**Hand estimates of pseudo-wave cutoffs for a Mn norm-conserving potential**

The table holds, for ten pseudo waves of one ONCVPSP potential for Mn (LDA-PZ, Dirac equation, [Ne] core), the cutoffs at which the residual kinetic energy per electron falls to 10, 1, 0.1 and 0.01 mHa. The program tests a radius rule E = (x/r_c)²/2 with x taken from the s and p rows, a fixed fraction of q_c²/2, nodeless Gaussian and Slater shapes fixed by the norm, and an E^(−7/2) tail law. The radius rule holds to 10 % and 6 % rms for s and p at 10 and 1 mHa but is low by a factor of four to five for 3d. The tail law is within 1 % in the three cases (4s, p projector 3) whose cutoff lies just above q_c²/2 and up to about a factor of two low further out. The limiting wave changes from 3d at 1 mHa to 3p at 0.1 mHa.

Calculated values. ONCVPSP 4.0.1, fully relativistic LDA (Perdew-Zunger) pseudopotential for Mn, [Ne] core, reference 3s2 3p6 3d5 4s1. The s, p and d channels have radii 1.55, 0.95 and 1.25 bohr, qcut 7.2, 9.5 and 14.4 /bohr, 4, 4 and 3 matching conditions, and 9, 8 and 8 Bessel functions. Cutoffs are where each wave's residual kinetic energy per electron falls to the stated error.

## Numerical check

```python
# Table: ONCVPSP 4.0.1, Mn, LDA-PZ, Dirac; cutoffs (Ha) at which each pseudo wave's residual kinetic
# energy per electron falls to 10, 1, 0.1, 0.01 mHa. Tested: radius rule E=(x/rc)^2/2, a fraction of
# Eq=qc^2/2, the tail law R~E^-3.5 (4 matching conditions), nodeless Gaussian/Slater shapes.
T = {
    'wave': ['3s', '4s', '3p j3/2', 'p projector 2 j3/2', 'p projector 3 j3/2', '3p j1/2', 'p projector 2 j1/2', 'p projector 3 j1/2', '3d j5/2', '3d j3/2'],
    'wave_norm_inside_radius': [0.9676, 0.07532, 0.6054, 0.03835, 0.02906, 0.6153, 0.03812, 0.02916, 0.6363, 0.6394],
    'wave_kinetic_energy_above_qcut': [0.0052, 0.0122, 0.283, 0.0604, 0.16, 0.255, 0.0551, 0.145, 1.44e-05, 1.46e-05],  # mHa
    'wave_cutoff_for_10_mHa': [8.22, 6.39, 21.89, 18.15, 21.02, 22.39, 18.54, 21.59, 54.59, 54.7],  # Ha
    'wave_cutoff_for_1_mHa': [10.8, 9.68, 27.75, 24.64, 27.73, 28.19, 25.17, 28.2, 67.12, 67.21],  # Ha
    'wave_cutoff_for_a_tenth_mHa': [19.52, 20.89, 119.4, 34.36, 51.88, 114.7, 32.6, 50.65, 77.55, 77.63],  # Ha
    'wave_cutoff_for_a_hundredth_mHa': [24.19, 27.24, 221.7, 87.32, 213.6, 220.9, 86.54, 200.6, 85.94, 86.0],  # Ha
}
import numpy as np
from scipy.special import gammaincinv, gammainccinv, betaincinv
w = [s.replace('_', ' ') for s in T['wave']]
ch = np.array([s.split()[0][-1] for s in w])
w = [s.replace('projector ', 'pr') for s in w]
RC = {'s': 1.55, 'p': 0.95, 'd': 1.25}  # run settings, bohr
QC = {'s': 7.2, 'p': 9.5, 'd': 14.4}    # run settings, 1/bohr
rc = np.array([RC[c] for c in ch]); Eq = np.array([QC[c]**2/2 for c in ch])
N = np.array(T['wave_norm_inside_radius'], float)
R = np.array(T['wave_kinetic_energy_above_qcut'], float)
E = np.array([T['wave_cutoff_for_'+k+'_mHa'] for k in ('10', '1', 'a_tenth', 'a_hundredth')], float).T
th = [10, 1, 0.1, 0.01]
x = np.sqrt(2*E)*rc[:, None]; sp = ch != 'd'
for c in 'spd':
    print(f"{c}: Eq={QC[c]**2/2:.1f} Ha, qc*rc={QC[c]*RC[c]:.2f}, pi/rc={np.pi/RC[c]:.2f}/bohr,"
          f" 18/rc^2={18/RC[c]**2:.2f}, 24.5/rc^2={24.5/RC[c]**2:.2f} Ha")
print(f"mean x=q*rc, s+p rows (d left out, its misfit shown): 10 mHa {x[sp,0].mean():.2f}, 1 mHa {x[sp,1].mean():.2f}")
P = np.c_[18/rc**2, 24.5/rc**2]; eA = 100*(P/E[:, :2]-1)
f = np.exp(np.log(E[:, :2]/Eq[:, None]).mean(0)); eB = 100*(f*Eq[:, None]/E[:, :2]-1)
print(f"rival E=f*Eq, all rows: f10={f[0]:.2f}, f1={f[1]:.2f}")
print("wave: x10 x1 | radius err% 10,1 | f*Eq err% 10,1 | E1/E10 | E/Eq at 10,1,0.1,0.01")
for i, s in enumerate(w):
    print(f"{s}: {x[i,0]:.2f} {x[i,1]:.2f} | {eA[i,0]:+.0f} {eA[i,1]:+.0f} | {eB[i,0]:+.0f} {eB[i,1]:+.0f} | "
          f"{E[i,1]/E[i,0]:.2f} | " + " ".join(f"{v:.2f}" for v in E[i]/Eq[i]))
rms = lambda a: np.sqrt(np.mean(a**2, axis=0)).round(0)
print("rms% (10,1 mHa) s+p: radius", rms(eA[sp]), "f*Eq", rms(eB[sp]), "; all rows: radius", rms(eA), "f*Eq", rms(eB))
print("3d table/radius rule factor (10,1 mHa):", (E[~sp, :2]/P[~sp]).mean(0).round(2))
m = R < 0.1
print("0.75*Eq at 0.1 mHa where R<0.1:", ", ".join(
    f"{w[i]} {0.75*Eq[i]:.1f}Ha {100*(0.75*Eq[i]/E[i,2]-1):+.0f}%" for i in np.where(m)[0]))
print("tail rule Eq*(R/target)^(2/7) where R>target:")
rat = []
for i, s in enumerate(w):
    out = []
    for j in (2, 3):
        if R[i] > th[j]:
            p = Eq[i]*(R[i]/th[j])**(2/7); rat.append(p/E[i, j])
            out.append(f"{th[j]} mHa {p:.1f} vs {E[i,j]:.1f} Ha ({100*(p/E[i,j]-1):+.0f}%)")
    if out: print(f" {s}: " + "; ".join(out))
print("local exponent n, R~E^-n (theory 3.5): Eq->0.1 mHa, 0.1->0.01 mHa; q at 0.1, 0.01")
n3p = []
for i in np.where(R > 0.1)[0]:
    n2 = np.log(10)/np.log(E[i, 3]/E[i, 2])
    if w[i].startswith('3p'): n3p.append(n2)
    print(f" {w[i]}: {np.log(R[i]/0.1)/np.log(E[i,2]/Eq[i]):.2f}, {n2:.2f}; E ratio {E[i,3]/E[i,2]:.2f};"
          f" q {np.sqrt(2*E[i,2]):.1f}, {np.sqrt(2*E[i,3]):.1f}/bohr")
print("nodeless shape from norm, E10,E1 in Ha (err%):")
for i in np.where([s[0] == '3' for s in w])[0]:
    l = 'spd'.index(ch[i]); eps = np.array([1e-2, 1e-3])
    s2 = rc[i]**2/gammaincinv(l+1.5, N[i]); G = gammainccinv(l+2.5, eps*2*s2/(l+1.5))/(2*s2)
    z = gammaincinv(2*l+3, N[i])/(2*rc[i]); S = z*z/2*(1/betaincinv(l+1.5, l+2.5, 2*eps/z**2)-1)
    fm = lambda a: " ".join(f"{a[k]:.1f}({100*(a[k]/E[i,k]-1):+.0f})" for k in (0, 1))
    print(f" {w[i]}: Gauss {fm(G)} | Slater zeta={z:.2f}/bohr {fm(S)}")
print("limiting wave:", ", ".join(f"{th[j]} mHa {w[E[:,j].argmax()]} {E[:,j].max():.1f} Ha" for j in range(4)))
print(f"10^(2/7)={10**(2/7):.2f}; rounding floor: cutoffs <={100*0.005/E.min():.2f}%, tail rule ~0.3%")
assert x[sp, :2].min() > 5.3 and x[sp, :2].max() < 7.5
assert x[~sp, 0].min() > 1.8*x[sp, 0].max()
assert all(3 < n < 4.5 for n in n3p)
assert max(rat) < 1.03
```

Running it gives:

```
s: Eq=25.9 Ha, qc*rc=11.16, pi/rc=2.03/bohr, 18/rc^2=7.49, 24.5/rc^2=10.20 Ha
p: Eq=45.1 Ha, qc*rc=9.03, pi/rc=3.31/bohr, 18/rc^2=19.94, 24.5/rc^2=27.15 Ha
d: Eq=103.7 Ha, qc*rc=18.00, pi/rc=2.51/bohr, 18/rc^2=11.52, 24.5/rc^2=15.68 Ha
mean x=q*rc, s+p rows (d left out, its misfit shown): 10 mHa 6.05, 1 mHa 6.98
rival E=f*Eq, all rows: f10=0.43, f1=0.56
wave: x10 x1 | radius err% 10,1 | f*Eq err% 10,1 | E1/E10 | E/Eq at 10,1,0.1,0.01
3s: 6.28 7.20 | -9 -6 | +34 +34 | 1.31 | 0.32 0.42 0.75 0.93
4s: 5.54 6.82 | +17 +5 | +72 +49 | 1.51 | 0.25 0.37 0.81 1.05
3p j3/2: 6.29 7.08 | -9 -2 | -12 -9 | 1.27 | 0.49 0.61 2.65 4.91
p pr2 j3/2: 5.72 6.67 | +10 +10 | +6 +2 | 1.36 | 0.40 0.55 0.76 1.94
p pr3 j3/2: 6.16 7.07 | -5 -2 | -9 -9 | 1.32 | 0.47 0.61 1.15 4.73
3p j1/2: 6.36 7.13 | -11 -4 | -14 -11 | 1.26 | 0.50 0.62 2.54 4.90
p pr2 j1/2: 5.78 6.74 | +8 +8 | +3 +0 | 1.36 | 0.41 0.56 0.72 1.92
p pr3 j1/2: 6.24 7.13 | -8 -4 | -11 -11 | 1.31 | 0.48 0.62 1.12 4.45
3d j5/2: 13.06 14.48 | -79 -77 | -19 -14 | 1.23 | 0.53 0.65 0.75 0.83
3d j3/2: 13.07 14.49 | -79 -77 | -19 -14 | 1.23 | 0.53 0.65 0.75 0.83
rms% (10,1 mHa) s+p: radius [10.  6.] f*Eq [30. 22.] ; all rows: radius [36. 35.] f*Eq [28. 21.]
3d table/radius rule factor (10,1 mHa): [4.74 4.28]
0.75*Eq at 0.1 mHa where R<0.1: 3s 19.4Ha -0%, 4s 19.4Ha -7%, p pr2 j3/2 33.8Ha -2%, p pr2 j1/2 33.8Ha +4%, 3d j5/2 77.8Ha +0%, 3d j3/2 77.8Ha +0%
tail rule Eq*(R/target)^(2/7) where R>target:
 4s: 0.01 mHa 27.4 vs 27.2 Ha (+1%)
 3p j3/2: 0.1 mHa 60.7 vs 119.4 Ha (-49%); 0.01 mHa 117.3 vs 221.7 Ha (-47%)
 p pr2 j3/2: 0.01 mHa 75.4 vs 87.3 Ha (-14%)
 p pr3 j3/2: 0.1 mHa 51.6 vs 51.9 Ha (-1%); 0.01 mHa 99.6 vs 213.6 Ha (-53%)
 3p j1/2: 0.1 mHa 59.0 vs 114.7 Ha (-49%); 0.01 mHa 113.8 vs 220.9 Ha (-48%)
 p pr2 j1/2: 0.01 mHa 73.5 vs 86.5 Ha (-15%)
 p pr3 j1/2: 0.1 mHa 50.2 vs 50.6 Ha (-1%); 0.01 mHa 96.9 vs 200.6 Ha (-52%)
local exponent n, R~E^-n (theory 3.5): Eq->0.1 mHa, 0.1->0.01 mHa; q at 0.1, 0.01
 3p j3/2: 1.07, 3.72; E ratio 1.86; q 15.5, 21.1/bohr
 p pr3 j3/2: 3.37, 1.63; E ratio 4.12; q 10.2, 20.7/bohr
 3p j1/2: 1.00, 3.51; E ratio 1.93; q 15.1, 21.0/bohr
 p pr3 j1/2: 3.22, 1.67; E ratio 3.96; q 10.1, 20.0/bohr
nodeless shape from norm, E10,E1 in Ha (err%):
 3s: Gauss 7.2(-12) 9.7(-10) | Slater zeta=2.22/bohr 214.8(+2513) 1011.4(+9264)
 3p j3/2: Gauss 15.6(-29) 19.7(-29) | Slater zeta=2.77/bohr 101.3(+363) 264.6(+854)
 3p j1/2: Gauss 15.9(-29) 20.0(-29) | Slater zeta=2.80/bohr 104.7(+367) 273.2(+869)
 3d j5/2: Gauss 15.7(-71) 19.4(-71) | Slater zeta=3.04/bohr 66.8(+22) 136.8(+104)
 3d j3/2: Gauss 15.8(-71) 19.5(-71) | Slater zeta=3.05/bohr 67.3(+23) 137.9(+105)
limiting wave: 10 mHa 3d j3/2 54.7 Ha, 1 mHa 3d j3/2 67.2 Ha, 0.1 mHa 3p j3/2 119.4 Ha, 0.01 mHa 3p j3/2 221.7 Ha
10^(2/7)=1.93; rounding floor: cutoffs <=0.08%, tail rule ~0.3%
```
